When is a grid of k points dense enough, if all one has to go by is that the next grid changes the result only a little? In a crystal each electron state carries a wave vector k, and the energy is an average over all k in the Brillouin zone. The calculation replaces that average by a sum over a finite mesh. The table shows what this costs for one cell of Al2Ru, computed with PBEsol and without spin polarisation, and it holds a pair of meshes that seem to agree while both are wrong.

Errors of Gamma-centred k meshes against 10×10×12 for Al2Ru (3 atoms, 13.72 Å³ per atom, atoms displaced and cell strained at random), with energies taken at zero smearing and pressure positive in compression. Computed with Ansatz 0.2.0 using plane-wave PAW, scalar-relativistic PBEsol without spin polarisation, a 420 eV cutoff and Gaussian smearing of 0.1 eV.

```
k mesh  energy less reference (meV/atom)  pressure less reference (GPa)  largest force change (eV/Å)  irreducible k points
 1x1x1                               583                           8.12                         3.22                     1
 2x2x4                              13.9                         -0.026                       0.0798                    12
 4x4x4                              20.5                          0.015                       0.0892                    36
 4x4x6                              4.40                          0.052                       0.0267                    52
 6x6x8                             0.519                              0                      0.00145                   148
```

The energy, the pressure and the largest force change are all errors relative to the densest mesh, 10×10×12. The irreducible k points are those left to compute when k and −k count as one. All meshes use the same atomic positions. These atoms sit off their equilibrium places and the cell is slightly strained, so the numbers measure sampling errors and not properties of relaxed Al2Ru.

The misleading pair is 2x2x4 and 4x4x4. Going from the first to the second raises the energy by 6.6 meV/atom and the pressure by 0.04 GPa. Someone without the reference might take these small changes for the error that remains. In truth the energy of 4x4x4 is still off by 20.5 meV/atom, three times the change just seen, and it is further off than the coarser mesh. The denser mesh even contains every point of the coarser one.

To see how added points can make an average worse, picture the energy contribution as a landscape over the zone. It can be built from a constant and many waves, some long and some short. The true average is the constant alone, because each wave has as much crest as trough. A mesh also averages a wave to zero, unless the wave is so short that it has the same height at every mesh point. Such a wave passes for part of the constant, and the error of the mesh is the sum of all the waves that slip through:

error of the mesh = sum of the unseen waves

These waves can raise the energy or lower it. A denser mesh that contains the coarser one catches some of them and lets the rest through. If the waves it catches were lowering the energy while the rest raise it, a cancellation is lost and the error grows. Strictly, this holds for a fixed potential and fixed filling of the levels. Here both readjust on each mesh, so the picture explains the behaviour without being an exact account of it.

The table lets one see the two signs, because three of its meshes differ by one kind of refinement at a time. From 2x2x4 to 4x4x4 only the first two directions are refined, and the energy rises. From 4x4x4 to 4x4x6 only the third is refined, and the energy falls by 16.1 meV/atom. The error of 2x2x4 can therefore be written as what 4x4x6 still has, plus the cost of a coarse third direction, less the gain from two coarse first directions:

13.9 = 4.4 + 16.1 − 6.6 meV/atom

The sum must come out right, since it only retraces the steps between the meshes. What it teaches lies in the signs. The coarser mesh owes its smaller energy error to two faults that oppose each other, and 4x4x4 repairs only one of them.

Why the third direction needs more points follows from the shape of the cell. The mesh divides the reciprocal cell, whose edges are long where the crystal planes lie close together. The cell used here has two edges of 4.813 and 4.757 Å at an angle of 55.2°. With the cell volume of 3 × 13.72 = 41.2 Å³, the third reciprocal edge is

2π × 4.813 × 4.757 × sin 55.2° / 41.2 = 2.87 Å⁻¹

Four divisions leave a step of 0.72 Å⁻¹ along this edge, against about 0.54 Å⁻¹ along the other two. A mesh with equal numbers is thus an uneven mesh here. Six divisions bring the third step down to 0.48 Å⁻¹, and 6x6x8 has nearly the same step, 0.36 Å⁻¹, in all three directions.

The widest step is a useful rule for choosing a mesh, and it picks out the direction in which 4x4x4 is weak. As a measure of the error it fails for the misleading pair. The widest step of 2x2x4 is 1.08 Å⁻¹, clearly larger than that of 4x4x4, and yet its energy error is smaller. A step width tells which waves may slip through, but not with which sign they add up.

The failure can be recognised without the reference if one looks at quantities that have a direction. Take the force along z on the first atom, whose size is 0.95 eV/Å on the reference mesh. It is wrong by −0.08 eV/Å on 2x2x4 and by +0.09 eV/Å on 4x4x4. The two errors are similar in size but opposite in sign. The column of largest force changes keeps only the size, so it looks almost flat between these rows. Compared directly with each other, however, the two meshes differ by 0.17 eV/Å, and that is an open warning.

The stress tells the same story more loudly. Its zz component moves by 3.5 GPa between the two meshes, while the pressure hardly stirs. The pressure is the mean of the three diagonal stresses, and on 2x2x4 their errors nearly cancel:

(1.22 + 1.19 − 2.49) / 3 = −0.03 GPa

A good pressure is therefore no sign of a good stress. A relaxation of the cell shape on this mesh would be driven too hard, however sound the pressure looked, since all three diagonal stresses are too large by half or more.

There may be a physical reason for such a cancellation. A stress error is the rate, per unit of volume, at which the energy error changes when the cell is strained. Uniform compression should widen the bands in roughly the same proportion, so that the pattern of filled and empty states changes little. A change of shape shifts bands against each other, and with them the waves that the mesh fails to see. This argument fits the stresses of 2x2x4 and 4x4x4. On 4x4x6 the errors cancel only in part, and on 1x1x1 the pressure too is off by 8.12 GPa. No calculation here separates the movements of the bands, so it remains an argument.

The same link between stress and energy shows why sampling errors need not drop out when two strained cells are compared on one mesh. A stress error of 2.49 GPa acting on 13.72 Å³ per atom through a strain of 1 % changes the energy error by

2.49 × 13.72 × 0.01 / 160.2 = 0.0021 eV/atom

where 160.2 GPa equals 1 eV/Å³. That is about 2 meV/atom for each per cent of strain. Comparisons of distorted structures rest on energy differences that can be this small. An elastic constant is a curvature of the energy, so a constant stress error drops out of it, but an error that changes with the strain does not.

A single stress component can deceive as well. On 4x4x6 the diagonal stresses are within 0.2 GPa of the reference, but the xy shear stress is off by −0.62 GPa. That is as bad as on 2x2x4, whereas 4x4x4 had it nearly right. Only on 6x6x8 are the diagonal and xy errors all small, at most about 0.03 GPa. The test has to cover the forces and the whole stress, and the mesh has to be refined in each direction.

How fast the unseen waves die out depends on the electrons near the Fermi level, the border between filled and empty states. In an insulator with a wide gap the filled bands form a smooth landscape, short waves are very weak, and the error falls exponentially once the mesh is reasonably dense. In a metal the filling breaks off at the Fermi surface. A sharp edge needs many short waves to describe it, so convergence is slow and often uneven. Smearing rounds the edge and weakens the shortest waves, at the price of a slightly altered filling.

This cell stands between the two cases. On the reference mesh the highest filled band and the lowest empty band overlap by about 0.01 eV, much less than the smearing of 0.1 eV. It is thus like a semimetal, in which a small change of k can alter the filling. From 4x4x6 to 6x6x8 the energy error falls by a factor of 8 and the largest force error by a factor of 18, for 2.8 times as many irreducible points. That is a rapid gain, but so few meshes can't tell an exponential law from a power law.

The coarse meshes also misjudge what kind of material this is. The single point of 1x1x1 gives a gap of 1.2 eV, and 2x2x4 and 4x4x4 still give about 0.2 eV. A mesh knows the band edges only at its own points, and if it misses the highest filled or the lowest empty state, the gap comes out too wide. The mesh 6x6x8 still shows a gap of 0.03 eV, while 4x4x6 finds an overlap of 0.04 eV, more than the reference does, so even the reference may miss the extreme points. Added points can't undo an overlap as long as the potential stays the same, so with PBEsol the bands of this cell most likely do overlap, if only slightly. PBEsol tends to make gaps too small, so a real crystal of this shape could still have a narrow one. The gap of 1.2 eV, however, is clearly a product of the sampling.

With one k point the failure goes beyond a poor average. The highest filled level of 1x1x1 lies 1.5 eV above the Fermi level of 2x2x4, although that mesh contains the same point k = 0 and fills the same number of bands. The level itself must have moved. The electron density was built from the states at k = 0 alone, and a wrong density makes a wrong potential, which shifts the levels in turn. The poor average and the wrong density together give an energy error of 583 meV/atom and a force error of 3.2 eV/Å, and the latter is larger than any force in the cell on the reference mesh.

For a neighbouring compound the same reasoning gives a first guess. A wide-gap crystal with a cell of this size should settle on a coarser mesh, and a good metal should need a denser one or more smearing. In a crystal whose symmetry holds all forces at zero, the forces can't give the warning, and the stress components may do so instead. In a cubic crystal, sampled with its full symmetry, they say no more than the pressure. There a series of denser meshes helps, or a test on a copy with displaced atoms and a strained cell, like the one used here. For the present cell 6x6x8 agrees with the reference to 0.5 meV/atom. This is the distance between two meshes, and since no mesh denser than the reference was computed, the error of the reference itself remains open.
